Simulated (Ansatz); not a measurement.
# A series in volume scale on Ti

Results calculated with Ansatz 0.2.0, not measured. Periodic Kohn-Sham DFT of a crystal at fixed atoms, scaled to volume_scale times the given cell; pressure positive in compression, energy less spherical unpolarised free atoms, largest_vzz the field gradient of largest size among the nuclei.

The cell before it is scaled or strained (space group Im-3m, No. 229):
```
CELL_PARAMETERS angstrom
-1.64100 1.64100 1.64100
1.64100 -1.64100 1.64100
1.64100 1.64100 -1.64100
ATOMIC_POSITIONS crystal
Ti 0.00000 0.00000 0.00000
```

Settings of every row: method frozen-core PAW; functional PBEsol; relativity scalar; k mesh 17x17x17; filling fermi-dirac; smearing width 0.08 eV; wave cutoff 420 eV; paw set soft_2.

Atom start moment: 0 on all atoms.

Limits: PAW files made with PBE.

| row | volume scale | V (Å³/atom) | pressure (GPa) |
| --- | --- | --- | --- |
| 1 | 0.94 | 16.616 | -0.291 |
| 2 | 0.96 | 16.969 | -2.557 |
| 3 | 0.98 | 17.323 | -4.623 |
| 4 | 0.99 | 17.499 | -5.587 |
| 5 | 1 | 17.676 | ? |
| 6 | 1.01 | 17.853 | -7.382 |
| 7 | 1.02 | 18.03 | -8.218 |
| 8 | 1.04 | 18.383 | -9.774 |
| 9 | 1.06 | 18.737 | -11.187 |

Question: what pressure should row 5 give?

Worked fit of pressure. Take u = (V_r/V)^(2/3) − 1 with V_r = 17.676 Å³ an atom, which is twice the finite (Eulerian) strain; such expansions in the strain, on which the Birch-Murnaghan equation of state is built, carry the rest volume and the bulk modulus. The shown rows have u = 0.04209, 0.02759, 0.01354, 0.00673, -0.00662, -0.01313, -0.02581, -0.03812. Least squares give pressure = −6.5048 + 134.612 × u + 309.01 × u² GPa; a straight line predicts inner rows, each left out in turn, worse (root mean square 0.16 against 0.0021 GPa). The rows lie off it by 0.001, -0.001, 0.003, -0.002, 0.000, 0.001, -0.001, 0.000. The withheld row has u = 0, so the fit gives −6.5048 + 134.612 × (0) + 309.01 × (0)² = -6.505 GPa.

The calculation gave -6.505 GPa. The fit meets it to the printed digit.
